Spin-polarised Kohn-Sham calculations (radks with Libxc, LDA-PW92) for a spherical hard-wall dot of radius 3.74 bohr* with no central charge, in effective atomic units. Shells are m-averaged and filled greedily, so a lower state can be missed; levels are numbered by radial order. Chemical potential is E(N)-E(N-1), addition energy E(N+1)+E(N-1)-2E(N).

```
electrons  chemical potential (hartree*)  unpaired electrons  rms radius (bohr*)  highest eigenvalue (hartree*)  highest level  addition energy (hartree*)
        1                         0.3644                   1               2.009                         0.5291          1s up                         n/a
        2                         0.7814                   0               2.096                         0.9507          1s up                      0.6555
        3                          1.437                   1               2.228                          1.601          1p up                      0.3324
        4                          1.769                   2               2.302                          1.939          1p up                      0.3396
        5                          2.109                   3               2.354                          2.280          1p up                      0.4276
        6                          2.537                   2               2.395                          2.698        1p down                      0.3256
        7                          2.862                   1               2.429                          3.027        1p down                      0.3312
        8                          3.193                   0               2.457                          3.360          1p up                      0.7067
        9                          3.900                   1               2.492                          4.061          1d up                      0.3221
       10                          4.222                   2               2.522                          4.384          1d up                      0.3235
       11                          4.546                   3               2.547                          4.708          1d up                      0.3242
       12                          4.870                   4               2.569                          5.032          1d up                      0.3245
       13                          5.194                   5               2.589                          5.357          1d up                      0.4083
       14                          5.603                   4               2.606                          5.761        1d down                      0.3171
       15                          5.920                   3               2.622                          6.079        1d down                      0.3185
       16                          6.238                   2               2.637                          6.398        1d down                      0.3193
       17                          6.558                   1               2.651                          6.717        1d down                      0.3198
       18                          6.877                   0               2.663                          7.037          1d up                      0.7697
       19                          7.647                   1               2.678                          7.804          1f up                      0.3142
       20                          7.961                   2               2.691                          8.118          1f up                      0.3145
       21                          8.276                   3               2.704                          8.433          1f up                      0.3147
       22                          8.590                   4               2.715                          8.748          1f up                      0.3148
       23                          8.905                   5               2.726                          9.063          1f up                      0.3149
       24                          9.220                   6               2.736                          9.378          1f up                      0.3149
       25                          9.535                   7               2.746                          9.692          1f up                      0.3953
       26                          9.930                   6               2.755                          10.09        1f down                      0.3108
       27                          10.24                   5               2.763                          10.40        1f down                      0.3112
       28                          10.55                   4               2.771                          10.71        1f down                         n/a
```

Reading the columns

N is the number of electrons and R = 3.74 bohr* the wall radius. Starred units are atomic units rescaled by the effective mass and dielectric constant of the host, and all energies below are in hartree*. I write μ(N) for the chemical potential, A(N) = μ(N+1) − μ(N) for the addition energy, ε(N) for the highest eigenvalue and M for the number of unpaired electrons. Levels carry a radial index and the letter of the angular momentum l, so 1p, 1d and 1f have no radial node and 2s has one. The central charge is zero, the wall alone confines the electrons, and μ is positive in every row. The counts show 1s filling at N = 1–2, 1p at 3–8, 1d at 9–18 and 1f from 19. The label "up" at N = 2, 8 and 18 means nothing physical: both spins are degenerate in a closed shell, and the last electron went in spin down.

The pattern and the six breaks

The simple pattern is a constant cost of charging. Twenty addition energies lie between 0.3108 and 0.3396. Six rows stand far outside this band: the lowest of them is 0.0725 above the median of 0.3228, while no plateau row is more than 0.017 above it. N = 2, 8 and 18 are the rows in which a shell has just closed, and N = 5, 13 and 25 are those in which M peaks at 3, 5 and 7. The columns show both coincidences directly.

Why the plateau is flat and what a break measures

By Janak's theorem an eigenvalue of a local spin-density calculation is the slope of the total energy with respect to the occupation of that level. Because an open shell is averaged over its m values, adding an electron to the 1d up subshell only raises one occupation number, and the density keeps its spherical shape. The energy is then a smooth function of that number. If the eigenvalue rises by a constant U per electron, μ is the integral of a straight line:

μ(N) = [ε(N−1) + ε(N)]/2 = ε(N) − U/2

For the next electron, let ε′(N) be the eigenvalue at N electrons of the level that it will enter and U′ the slope of that level, so that μ(N+1) = ε′(N) + U′/2. Subtraction gives

A(N) = Δ(N) + (U + U′)/2,  Δ(N) = ε′(N) − ε(N)

Inside a spin subshell Δ is zero and A is U. At a break A is the mean of the two slopes plus the Kohn-Sham gap Δ. This fixes the smooth baseline without any fit: U and U′ are read from the rows on either side, and the excess of A(N) over their mean estimates the gap. Half the difference of the two neighbours serves as the uncertainty, 0.002 to 0.007, well above the 0.0001 that rounding allows. N = 2 has N = 3 as its only plateau neighbour, so its baseline is the least secure.

The midpoint rule holds. For N = 20, (7.804 + 8.118)/2 = 7.961, which is the tabulated μ, and for all pairs within one subshell up to N = 25 the deviation is at most 0.001, the size of the rounding. For N = 27 and 28 it is 0.005, which is the rounding of values above 10. Janak's theorem is built into the calculation, so the check establishes only that the energy is quadratic in the occupation to this precision. That is the reason for the smoothness, and it owes much to the averaging. A real open shell can select particular m values, form orbital multiplets or deform, and breaks would then be expected inside the flat runs.

The same rule explains why ε exceeds μ by 0.157 to 0.171 for N ≤ 25: the offset is U/2, and it follows half the mean plateau value of each of the first five runs to about 0.001. The highest eigenvalue is therefore no removal energy. For the exact functional the energy is piecewise linear between integers and the offset vanishes, so it is an error of the local approximation. N = 1 shows its origin. The exact energy is π²/(2R²) = 0.3528; μ is 0.0116 too high, 3.3% of the exact value, and ε is 0.176 too high, because the electron partly repels itself.

Closed shells

At a closure the next electron needs one more unit of angular momentum, and Δ is an orbital gap. The parameter-free estimate is a free particle in the sphere, with levels

e = x²/(2R²)

where x is a zero of the spherical Bessel function of order l. They fall at 0.3528 (1s), 0.7217 (1p), 1.1874 (1d), 1.4112 (2s) and 1.7455 (1f).

Worked for N = 8, with nothing fitted: the baseline is (0.3312 + 0.3221)/2 = 0.327, and the free gap from 1p to 1d is 1.1874 − 0.7217 = 0.466. Their sum of 0.792 compares with the calculated 0.7067 and is too high by 0.086, or 12% of the calculated value. The excess, 0.380, is thus 0.82 of the free gap.

The excesses of the three closures are 0.323, 0.380 and 0.453, rising as the free gaps do, and they reach 0.88, 0.82 and 0.81 of those gaps. The peaks are kinetic in origin, then, and the free model overestimates each of them, by 0.046, 0.086 and 0.105. Theory gives the sign of this shortfall. The repulsion of the electron cloud is highest at the centre and falls towards the wall. The free-particle ⟨r²⟩/R² rises from 0.283 for 1s through 0.375 and 0.439 to 0.487 for 1f, so the upper level of each pair sits further out, is raised less, and the gap narrows. A uniform ball of charge has a potential that drops by N/(2R) from centre to wall, quadratically in r. Multiplied by the differences in ⟨r²⟩/R², this yields a few hundredths at N = 2 and about a tenth at N = 18, which is the right order and no more than that. The outward push itself is seen in the radii: the rms radius exceeds that of free electrons in the same filling by 5.4% at N = 2, 10.8% at N = 8 and 12.6% at N = 18.

Half-filled shells

From N = 3, 9 and 19 the spin climbs by one unpaired electron per row until every m value holds an up electron, which is Hund's first rule: parallel electrons avoid each other and gain exchange energy. The next electron must go down, where it has no partners of its own spin in that shell. Δ is now the exchange splitting of the shell, a standard assignment that the position of the peaks supports. The excesses are 0.095, 0.088 and 0.082 at N = 5, 13 and 25. Closing the shell costs 4.0 times as much as half-filling it for 1p and 5.2 times as much for 1d.

Pair counting with one exchange constant K per parallel pair gives a step of J − K while the up channel fills, J being the direct repulsion, and J + (M−1)K at the spin flip, an excess of M·K. A constant K would make the peaks grow as 3 : 5 : 7. They shrink, and the excess per unpaired electron falls from 0.0317 to 0.0175 to 0.0118. The counting puts the breaks in the right rows and fails on their size. In local exchange the potential for spin σ is −(6nσ/π)^(1/3). With spin densities n(1 ± ζ)/2 and small polarisation ζ, the splitting is

Δ ≈ (2/3) ζ (3n/π)^(1/3) ∝ (M/N) · N^(1/3) = M · N^(−2/3)

for a uniform density in a fixed volume. More unpaired electrons are offset by a larger closed core that dilutes them: M/N falls from 0.60 to 0.38 to 0.28. Dividing the excesses by M·N^(−2/3) gives 0.093, 0.097 and 0.101, constant to 9% where the value per unpaired electron changes by a factor of 2.7. Local exchange is part of the functional, so the agreement says only that uniform density and polarisation give the right scaling. It does not test the size: correlation opposes the exchange splitting and removes a sizeable part of it at these densities, so the peaks are exchange reduced by correlation. The drift of 9% is comparable with the baseline uncertainty at N = 5 (0.007 in 0.095), and its sign is that of a correlation share that shrinks as the density rises; the table cannot separate the two.

The step from one to two electrons is the same kind of event for 1s. It costs 0.7814 − 0.3644 = 0.4170, which is 0.085 above A(3). The size resembles the other three, but the baseline comes from another shell and μ(1) carries the self-interaction error, so the resemblance carries little weight.

The height and slope of the plateau

Classically, N charges on the wall have energy N²/(2R) and a second difference 1/R; a uniform ball has 3N²/(5R) and 1.2/R = 0.321. The mean of A·R over each flat run falls from 1.26 (1p up) to 1.16 (1f down), so the plateau has the size of a charging energy set by the wall radius. The closeness to 1.2 should not be read as a uniform density: every tabulated rms radius is smaller than the √(3/5)·R = 2.90 of a uniform ball, which would raise the repulsion, and my guess, untested here, is that exchange and correlation cancel that rise.

The plateau does fall as the cloud grows, but it does not follow the inverse rms radius. From N = 3 to 27 the addition energy drops by 6.4% and the inverse radius by 19.4%. Inside each of the six runs A is higher at the end than at the start, by 0.0072 for 1p up and 0.0007 for 1f up, although the radius grows in every row. The decline comes at the breaks, where A is lower after than before by 0.014 at N = 5 and by 0.004 at N = 25. One argument for the weak slope is that U measures the repulsion among electrons of the shell being filled. For free particles the rms radius of that shell grows by only 14% from 1p to 1f, whereas the tabulated rms radius averages over all shells and grows also because the share of outer electrons grows. A growth of 14% would still lower U by more than the 6.4% found, so this covers only part of the difference. The rest has the sign expected of exchange and correlation, which lower U most where the density is lowest, at small N, and so flatten the decline. For the rise within a run there is a candidate with the right sign: local exchange lowers U by a term proportional to nσ^(−2/3), which weakens as a spin channel fills and is stronger again when filling passes to the emptier down channel. Whether it accounts for the size is a guess. Multiplets are excluded as a cause by the averaging.

The break that does not appear

For free electrons 2s lies 0.224 above 1d and 0.334 below 1f. That order would give a modest peak at N = 18, a spin sequence of 1 and 0 at N = 19 and 20, and a closure at 20. The calculation fills 1f at once, M climbs to 7, and A(20) lies within 0.0001 of the mean of its neighbours. The excess at N = 18 is twice the free gap from 1d to 2s.

The mechanism that narrows the other gaps works against 2s, which has much weight near the centre: its ⟨r²⟩/R² is 0.321, below even 1p. Below N = 18 this only reinforces the free order of 1d before 2s. To pass 1f, however, 2s must rise by more than 0.334 relative to it. Scaling the shortfall at N = 18 by the differences in ⟨r²⟩, on the assumption of a potential quadratic in r, gives

0.105 × (0.487 − 0.321)/(0.487 − 0.439) ≈ 0.4

This is an order of magnitude and can't be told apart from the 0.334 required. That reflects the crudeness of the estimate and does not make the two levels close. It is first order and errs low. A potential of this size mixes orbitals of the same l, which can only lower 1f, the lowest level of its l, while 2s is pushed up by the 1s beneath it. The repulsion also thins the density at the centre, so 2s gains less exchange-correlation attraction than the outer shells. Both effects favour the order that the calculation found. The rows from N = 19 describe the 1f sequence consistently without proving it to be the ground state. If a 2s configuration were lower at N = 19, E(19) would fall and the peak of 0.7697 with it.

The scalings indicate how neighbouring dots should behave. Orbital gaps go as 1/R², while charging and local exchange at fixed N go as 1/R. A smaller dot has taller closure peaks relative to the plateau and moves towards the free order, with 2s before 1f and a closure at 20. A larger dot flattens the closures, favours high l and keeps the half-filling peaks at roughly the same fraction of the plateau, so far as exchange dominates correlation. A positive central charge pulls 2s down. If the 1f sequence continues at this radius, the next closure falls at 18 + 14 = 32. At R = 3.74 bohr* the estimate and both effects it omits place 2s above 1f, as the greedy filling found; total energies of nineteen and twenty electrons at both fixed fillings are the direct confirmation.
